## Why tellurium atoms in one crystal carry different charges

The charge of a site is the number of electrons that the neutral atom has, less the number assigned to it in the crystal. A positive value means that electrons have been lost. The assignment is a convention, and the table uses two. Bader's method cuts space along surfaces where the electron density is at a minimum between atoms, and counts what lies inside each piece. Loewdin's method projects the occupied states on atomic orbitals and counts electrons shell by shell. Both are applied to the same calculation, made with the PBE functional.

Ge2Sb2Te5, 9 atoms in the cell, space group P-3m1 (164), conventional a = 4.264, c = 18.066 Å, 31.60 Å³ an atom. Loewdin populations of the shells that the datasets hold (zero for a shell they lack, f left out), summed by atom and angular momentum. Ansatz 0.2.0, plane-wave PAW, scalar-relativistic; functional PBE; no spin polarisation; cutoff 420 eV; k mesh 12×12×2; Gaussian smearing of 0.1 eV.

```tsv
row	element	s electrons (e)	p electrons (e)	d electrons (e)	Bader charge (e)	Bader volume (Å³)
1	Ge	1.85	2.28	10.00	0.34	22.78
2	Sb	1.93	2.82	10.00	0.52	26.57
3	Te	1.88	4.31	10.00	-0.45	34.75
4	Te	1.86	4.11	10.00	-0.32	34.73
5	Te	1.84	4.07	10.00	-0.31	40.76
```

By Bader's count, germanium and antimony are positive and every tellurium site is negative. The tellurium sites are not alike, however. Row 3 carries −0.45 e, while rows 4 and 5 carry −0.32 and −0.31 e, too close to be ranked. The same element in the same crystal thus holds clearly different charges, and the cause must lie in its surroundings.

### The stack and its bonds

The crystal is built of slabs nine atomic planes thick, separated by gaps across which only weak forces act. The numbers of equivalent atoms, the bond lengths and the Bader volumes together point to the order Te–Ge–Te–Sb–Te–Sb–Te–Ge–Te, although the coordinates are not listed here. Row 3 is then the central tellurium, row 4 the inner one between germanium and antimony, and row 5 the outer one at the gap. Real samples mix germanium and antimony on their planes, so this ordered stack is an idealised case.

The bonds are made mainly by p electrons. In every row the s shell stays close to its full count of two, and the d shell is a filled inner shell. Among the tellurium sites the p count varies by 0.24 electrons and the s count by only 0.04, so the difference between these sites sits in the p shell.

A germanium atom has two p electrons to share and an antimony atom has three. The two elements have similar electronegativities, so tellurium should draw a similar fraction of each shared electron towards itself. That argument gives antimony one and a half times the charge of germanium, and the Bader charges of 0.52 and 0.34 e have almost that ratio. Two elements are a thin test, but the numbers agree with the picture.

What a tellurium atom receives depends on which cations surround it and on how close they are. The central tellurium has six antimony neighbours, three on each side, and so collects from two layers of the more generous cation. In this picture, that makes it the most negative site.

### Why the outer tellurium is not poorer

Row 5 looks irregular at first. The outer tellurium has cations on one side only, yet its Bader charge equals that of the inner tellurium within 0.01 e. The likely explanation is the lopsided place of germanium. It has three tellurium neighbours at 2.84 Å, while its other neighbours are at least 15 % farther away. If the close ones are those on the gap side, germanium gives most of its charge to the outer tellurium.

The inner tellurium has cations on both sides, but the germanium atoms on one of them are then distant. It would live mainly on three antimony atoms at 3.02 Å, as the outer one lives on three germanium atoms. With three good bonds each, the two sites can end up with nearly the same charge.

The Bader charges can be read as a ledger that expresses this. Suppose that charge passes only between adjacent planes. By symmetry, none crosses the gap on balance. The outer tellurium must then have received its 0.31 e from germanium, which has only about 0.03 e left for its other side. Such a ledger is bookkeeping and not something that could be measured, but it agrees with the bond lengths.

### A simple estimate

The picture becomes a formula if each cation shares out its formal valence, 2 for germanium and 3 for antimony, among its bonds, with more going to the shorter ones. The charge of a tellurium site is then

q = −k × (sum of the valence shares that reach it)

Here k is the charge actually transferred per unit of formal valence. The two cation charges fix it: (0.34 + 0.52)/5 = 0.172 e. No single tellurium charge enters, but the neutrality of the cell fixes their total. The test is therefore how that total is divided among the three kinds of site.

Take the central tellurium. Antimony has three bonds of 3.02 Å on its inner-tellurium side and three of 3.19 Å on its central side. By the usual bond-valence rule, the strength of a bond falls with length as exp(−r/b), where r is the bond length and b = 0.37 Å. That constant is a customary value for many kinds of bond, and its use for a telluride is an assumption. A longer bond then has exp(−0.17/0.37) ≈ 0.63 times the strength of a shorter one.

The central side of antimony thus gets the fraction 0.63/1.63 ≈ 0.39 of its valence, which is about 1.2 units. Two antimony layers supply about 2.3 units, and multiplication by k gives a charge of about −0.40 e. The table has −0.45 e, so the estimate falls short by about a tenth of the charge.

The same recipe places the inner and outer tellurium within about 0.03 e of their Bader charges, provided that germanium's distant bonds are neglected. It does better than giving all tellurium sites the same charge, and better than treating all close bonds as equal. Equal bonds make the central site too negative and the inner one not negative enough. The ledger, which rearranges the same Bader charges, puts it in another way: in it antimony favours its nearer side, though less strongly than the bond-valence rule says.

The weak point is germanium's distant bonds. Their length is not listed, only a lower bound, but the height of the cell suggests that they are not much longer than that, since the gap needs room as well. They should therefore carry some charge. If they were as short as that bound allows, the inner tellurium would come out as negative as the central one, and the advantage over equal bonds would be gone. The length-weighted estimate therefore owes part of its success to leaving these bonds out. The analysis printed after the text gives all the versions side by side.

### What the second count changes

Loewdin's method tells a different story about signs. Adding the s and p electrons of germanium gives 4.13, against four in the free atom, so germanium appears slightly negative. The inner and outer tellurium appear slightly positive. A reader who saw only these numbers might conclude that charge flows the wrong way.

The likely reason is the way in which each method treats the region between atoms. The p orbitals of germanium are wide and reach into space that Bader's surfaces assign to tellurium. When the states are projected on overlapping orbitals, part of the density near tellurium can be counted as germanium p electrons. The germanium p count of 2.28, above the free atom's two, is only a weak sign of this, since about half of the excess matches what the s shell has lost. The table has no calculation that isolates the effect.

Loewdin's count also loses about 0.3 outer electrons in the cell, because the atomic orbitals do not cover the whole density. Spread over nine atoms this is some 0.03 e each, as large as the Loewdin charge of the inner tellurium. The sign of that charge therefore has no chemical meaning.

The Bader column has a soft spot of its own, in the volumes. The outer tellurium occupies about 6 Å³ more than the inner one, but it borders the gap, and the volumes add up to the whole cell, so the space in the gap has been given to some atom. The calculation also lacks the dispersion forces that pull the slabs together, which probably leaves the gap too wide. The large volume marks the place of the atom in the stack and should not be read as an ionic size.

The two counts nevertheless agree on the ends of the scale. Antimony is the most positive site in both, and the central tellurium the most negative. For work with such charges, for instance when sites are compared in a model of a memory material, a sound rule follows: name the counting method with every charge, and put most trust in an order of sites that both methods give. Here that covers antimony and the central tellurium, but not the sign of germanium. The ledger and the estimate above rest on Bader's charges alone, so they hold only within that way of counting.

Output of the analysis:

```
Charges and shell changes against free atoms (e):
  row  Loewdin charge  Bader charge  Bader less Loewdin  s change  p change
    1           -0.13          0.34                0.47     -0.15      0.28
    2            0.25          0.52                0.27     -0.07     -0.18
    3           -0.19         -0.45               -0.26     -0.12      0.31
    4            0.03         -0.32               -0.35     -0.14      0.11
    5            0.09         -0.31                -0.4     -0.16      0.07
Sum of Bader charges over the cell, rounding only (e): 0.01
Outer electrons missed by Loewdin in the cell (e): 0.29
Ratio of Bader charges, Sb to Ge (formal valences give 1.5): 1.529
Ledger, Ge to outer Te (e per Ge): 0.31
Ledger, Ge to inner Te (e per Ge): 0.03
Ledger, Sb to inner Te (e per Sb): 0.295
Ledger, Sb to central Te (e per Sb): 0.225
Ledger per bond, Ge-Te of 2.84 A (e): 0.1033
Ledger per bond, Sb-Te of 3.02 A (e): 0.09833
Ledger per bond, Sb-Te of 3.19 A (e): 0.075
Bader charge as share of formal valence, cations (percent): 17.2
Bader charge and models (e):
  row  Bader  all Te alike  equal close bonds  length-weighted  same with Ge long bonds at their shortest
    1   0.34         0.344              0.344            0.344                                      0.344
    2   0.52         0.516              0.516            0.516                                      0.516
    3  -0.45        -0.344             -0.516          -0.3995                                    -0.3995
    4  -0.32        -0.344             -0.258          -0.3162                                    -0.3989
    5  -0.31        -0.344             -0.344           -0.344                                    -0.2614
Rms miss on the three Te rows, all Te alike (e): 0.06575
Rms miss on the three Te rows, equal close bonds (e): 0.05585
Rms miss on the three Te rows, length-weighted, no Ge long bonds (e): 0.03521
Rms miss on the three Te rows, length-weighted, Ge long bonds at their shortest (e): 0.06094
Spread of p electrons among Te sites (e): 0.24
Spread of s electrons among Te sites (e): 0.04
Bader volume of row 5 less row 4 (A^3): 6.03
```
